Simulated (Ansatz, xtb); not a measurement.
Relative energy of two isomers of C2H12BNSi2

Structure I is `CB(C)N[SiH2][SiH3]`, a singlet and structure II is `CB(C)N([SiH3])[SiH3]`, a singlet. Both are isolated molecules in the gas phase, relaxed with r2SCAN-D4/def2-SVP, each in the lowest conformer that the search found.

I (Å):

```xyz
18

C    -4.3520    1.0296   -0.0929
C    -1.8562    0.9723   -1.2172
B    -2.8365    1.4834   -0.0836
N    -2.3641    2.3503    0.9403
Si   -0.7401    3.0021    1.1626
Si    0.8085    1.3389    1.7666
H    -4.4426   -0.0640   -0.2112
H    -4.9252    1.3257    0.8008
H    -4.8623    1.4622   -0.9727
H    -2.3130    1.0951   -2.2143
H    -1.6940   -0.1147   -1.0995
H    -0.8624    1.4483   -1.2440
H    -3.0419    2.6211    1.6509
H    -0.2659    3.7226   -0.0593
H    -0.8296    3.9945    2.2788
H     0.3432    0.6500    3.0112
H     2.1509    1.9446    2.0344
H     0.9578    0.3128    0.6894
```

II (Å):

| atom | x (Å) | y (Å) | z (Å) |
| --- | --- | --- | --- |
| C | -3.7349 | 1.0758 | 0.2294 |
| C | -2.0229 | 2.1504 | -1.5800 |
| B | -2.2811 | 1.6011 | -0.1168 |
| N | -1.2262 | 1.5799 | 0.8689 |
| Si | 0.4008 | 2.1031 | 0.4061 |
| Si | -1.5888 | 1.0308 | 2.5126 |
| H | -3.8118 | 0.3535 | 1.0581 |
| H | -4.3624 | 1.9446 | 0.5064 |
| H | -4.2182 | 0.6299 | -0.6557 |
| H | -2.9286 | 2.6250 | -1.9924 |
| H | -1.1854 | 2.8566 | -1.6989 |
| H | -1.8087 | 1.2897 | -2.2423 |
| H | 1.3343 | 1.7609 | 1.5174 |
| H | 0.8529 | 1.4016 | -0.8303 |
| H | 0.4649 | 3.5761 | 0.1665 |
| H | -2.7768 | 1.7465 | 3.0618 |
| H | -0.4101 | 1.3310 | 3.3752 |
| H | -1.8544 | -0.4383 | 2.5631 |

Quicker runs give these differences E(II) − E(I): GFN2-xTB −91.5 kJ/mol; HF/STO-3G −17.2 kJ/mol (at GFN2-xTB geometries); r2SCAN-D4/def2-SVP//GFN2-xTB −29.3 kJ/mol.

Problem. Estimate E(II) − E(I) at the level CCSD(T)/def2-SVP + ΔMP2/def2-TZVPP.

Solution. Calculated at CCSD(T)/def2-SVP + ΔMP2/def2-TZVPP: E(II) − E(I) = −42.1 kJ/mol, so structure II lies lower.

How the difference moves with the method:

```tsv
level	geometry	E(II) − E(I) (kJ/mol)	departure from the last row (kJ/mol)	job, with rough time for the two
GFN2-xTB	GFN2-xTB	−91.5	−49.4	optimisation, 1.2 s
HF/STO-3G	GFN2-xTB	−17.2	+24.9	single point, 0.4 s
r2SCAN-D4/def2-SVP//GFN2-xTB	GFN2-xTB	−29.3	+12.8	single point, 3.7 s
r2SCAN-D4/def2-SVP	r2SCAN-D4/def2-SVP	−25.0	+17.1	optimisation, 2 min
HF/def2-SVP	r2SCAN-D4/def2-SVP	−39.3	+2.8	part of the CCSD(T) run
MP2/def2-SVP	r2SCAN-D4/def2-SVP	−43.7	−1.6	part of the CCSD(T) run
CCSD(T)/def2-SVP	r2SCAN-D4/def2-SVP	−36.8	+5.3	single point
CCSD(T)/def2-SVP + ΔMP2/def2-TZVPP	r2SCAN-D4/def2-SVP	−42.1		single point, 75 s
```

As drawn, II has 1 N–Si, 1 Si–H in place of 1 Si–Si, 1 N–H.

The levels shown agree on the order. The largest departure from CCSD(T)/def2-SVP + ΔMP2/def2-TZVPP is that of GFN2-xTB, 49.4 kJ/mol. The last row adds to CCSD(T) the change of the MP2 difference between the two basis sets, here −5.3 kJ/mol.

With thermal terms from frequencies at re-optimised GFN2-xTB minima (ideal gas, soft modes damped towards free rotors, one conformer each, 298.15 K, 1 atm): on the last row, ΔE + ΔZPE = −47.6, ΔH = −48.8, ΔG = −42.7 kJ/mol.

The correlated steps freeze 14 core orbitals. Codes used: Ansatz 0.2.0, xtb 6.7.1; the last row on 4 threads of Arm Neoverse V1 on a shared host.

The preference for II, −42.1 kJ/mol, follows from the exchange of bonds. A weak, nearly nonpolar Si–Si bond gives way to a strong, polar N–Si bond, and this outweighs the cost of replacing N–H with the weaker Si–H. Both geometries keep a short B–N contact, and in II the planes at boron and nitrogen nearly coincide, so donation from the nitrogen lone pair into the empty boron p orbital survives the second silyl group. Loss of B–N π bonding is therefore not a major counterweight.

Hartree–Fock and CCSD(T) lie close together in the same basis, which suggests that correlation contributions largely cancel between the isomers. Zero-point energy favours II further, as expected when a stiff N–H stretch is replaced by a softer Si–H one, while entropy favours I and offsets much of that gain. The result supports a thermodynamic preference for the disilylated amine, but says nothing about the barrier to silyl migration.
